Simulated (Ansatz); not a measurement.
HfN: energy above lowest point and pressure against volume scale

Free energy against uniform scaling of the volume at fixed shape and fractions; periodic cell, basis, potentials, k mesh and filling as listed. The results are calculated, by Ansatz 0.2.0.

The cell before it is scaled or strained (space group P6_3/mmc, No. 194):
```
CELL_PARAMETERS angstrom
3.13390 0.00000 0.00000
-1.56700 2.71400 0.00000
0.00000 0.00000 5.41680
ATOMIC_POSITIONS crystal
Hf 0.66667 0.33333 0.75000
Hf 0.33333 0.66667 0.25000
N 0.00000 0.00000 0.00000
N 0.00000 0.00000 0.50000
```

Settings of every row: functional LDA; dispersion none; potentials PAW; wave cutoff 557.83 eV; density cutoff 2231.3 eV; k mesh 8x8x4; k shift 0x0x0; occupations cold; smearing width 0.1 eV; spin none; SCF threshold exponent -9.

Limits: coarse k mesh, up to 40 meV an atom off; stress loosely converged; no spin-orbit coupling, which can matter with elements this heavy; the cell comes from a prototype or a list of computed structures and needn't be the stable phase.

```
row  volume scale  V (Å³/atom)  energy above lowest point (meV/atom)  pressure (GPa)
  1          0.92       10.597                                  28.4           16.96
  2        0.9467       10.904                                   5.5            7.19
  3        0.9733        11.21                                     0           -1.29
  4             1       11.518                                   9.7           -8.66
  5        1.0267       11.826                                  32.6          -15.07
  6        1.0533       12.132                                  66.9          -20.63
  7          1.08       12.439                                     ?               ?
```

Question: what energy above lowest point and pressure should row 7 give?

Worked fit of energy above lowest point. Take u = (V_r/V)^(2/3) − 1 with V_r = 11.364 Å³ an atom, which is twice the finite (Eulerian) strain; such expansions in the strain, on which the Birch-Murnaghan equation of state is built, carry the rest volume and the bulk modulus. The shown rows have u = 0.04769, 0.02793, 0.00914, -0.00893, -0.02622, -0.04266. Least squares give energy above lowest point = 3.06 − 539 × u + 22440 × u² meV/atom; a straight line predicts inner rows, each left out in turn, worse (root mean square 18 against 0.034 meV/atom). All shown rows lie on it to the printed digit. Its lowest point lies at u = 0.0120, or V = 11.16 Å³ an atom, and the curvature there gives the bulk modulus at fixed shape and fractions, B = (4/9)(1 + u)² E″(u)/V = 293 GPa. Letting shape and atoms relax would as a rule lower it, by much in layered, chain or molecular crystals. The withheld row has u = -0.05848, so the fit gives 3.06 − 539 × (-0.05848) + 22440 × (-0.05848)² = 111.3 meV/atom.

The calculation gave 111.2 meV/atom. The fit lies 0.1 meV/atom (0.09 % of the column's range) above it, one unit of the last digit. This row lies beyond the range of the fit.

Worked fit of pressure. Take u = (V_r/V)^(2/3) − 1 with V_r = 11.364 Å³ an atom, which is twice the finite (Eulerian) strain; such expansions in the strain, on which the Birch-Murnaghan equation of state is built, carry the rest volume and the bulk modulus. The shown rows have u = 0.04769, 0.02793, 0.00914, -0.00893, -0.02622, -0.04266. Least squares give pressure = −5.103 + 410.11 × u + 1094.8 × u² GPa; a straight line predicts inner rows, each left out in turn, worse (root mean square 0.87 against 0.037 GPa). The rows lie off it by 0.01, -0.02, -0.03, 0.02, 0.03, -0.02. The pressure vanishes at u = 0.0121, or V = 11.16 Å³ an atom, and there the bulk modulus at fixed shape and fractions is B = −V dP/dV = (2/3)(1 + u) dP/du = 295 GPa. Letting shape and atoms relax would as a rule lower it, by much in layered, chain or molecular crystals. The withheld row has u = -0.05848, so the fit gives −5.103 + 410.11 × (-0.05848) + 1094.8 × (-0.05848)² = -25.34 GPa.

The calculation gave -25.45 GPa. The fit lies 0.11 GPa (0.26 % of the column's range) above it; its largest miss of a shown row is 0.03 GPa. This row lies beyond the range of the fit.
